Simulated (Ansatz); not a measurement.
GeH3 (SMILES [GeH3]): the energy, rung by rung

GeH3: 4 atoms, total charge 0, spin state doublet. SMILES: `[GeH3]`. The coordinates come from a PBE0-D4/def2-TZVP relaxation.

```xyz
4

Ge    0.2146   -0.1259   -0.2494
H     1.0550    0.1096    1.0183
H    -0.8828   -1.1759   -0.0001
H    -0.3868    1.1922   -0.7688
```

Quantity: the energy change with the Ge1–H4 bond stretched from 1.539 to 1.924 Å, in eV. The values are calculated.

| level | kind | program | value (eV) | less FCI/STO-3G | CPU time (all runs) |
| --- | --- | --- | --- | --- | --- |
| UHF/STO-3G | Hartree–Fock | Ansatz | 1.63 | +0.38 | 0.26 s |
| USVWN5/STO-3G | LDA | Ansatz | 1.42 | +0.17 | 1.9 s |
| UBLYP/STO-3G | GGA | Ansatz | 1.33 | +0.08 | 3 s |
| UB3LYP/STO-3G | global hybrid | Ansatz | 1.43 | +0.18 | 3.3 s |
| U-wB97M-V/STO-3G | range-separated hybrid | Ansatz | 1.50 | +0.25 | 42 s |
| UCAM-B3LYP/STO-3G | range-separated hybrid | Ansatz | 1.52 | +0.27 | 4.2 s |
| UBCCD(T)/STO-3G | coupled cluster or CI | Ansatz | 1.25 | 0.00 | 0.59 s |
| UCCSD/STO-3G | coupled cluster or CI | Ansatz | 1.26 | +0.01 | 0.49 s |
| FCI/STO-3G | exact in the basis | Ansatz | 1.25 | 0.00 | 1.3 s |

FCI/STO-3G is exact within its basis and frozen core, so for wave-function methods in that basis the difference is their error; functionals converge differently with the basis, so for them it is only a difference. All-electron rows without a relativistic Hamiltonian named are non-relativistic. The first shape isn't each level's own minimum. The values span 1.25 to 1.63 eV. All rows use very small basis sets, so even the best lies far from the true value. In the correlated wave-function rows the outer d shell of Ge is correlated, in sets not made for it. Times are those of the runs behind each value, whatever else they computed, on shared processors of several kinds: orders of magnitude only.

Stretching one Ge–H bond costs 1.63 eV in Hartree–Fock but 1.25 eV in FCI, so correlation softens the bond appreciably even at this moderate extension. As the bond lengthens, the overlap falls and the σ and σ* levels approach each other. A doubly occupied σ orbital then keeps too much ionic character, which mixing in the σ* configuration removes. In a minimal basis the empty valence orbitals are essentially the Ge–H antibonding combinations, so this is the main correlation available.

It is largely a matter of one electron pair, which explains why UCCSD comes within 0.01 eV of FCI and leaves little for triples to correct. Among the functionals, the hybrids all give a stiffer stretch than BLYP, probably in part because exact exchange brings back some of the Hartree–Fock behaviour. LDA, however, nearly matches B3LYP without any, so exact exchange alone does not set the order. The close coupled-cluster agreement at this one extension does not establish equal accuracy further along the dissociation curve, where spin recoupling becomes more demanding.
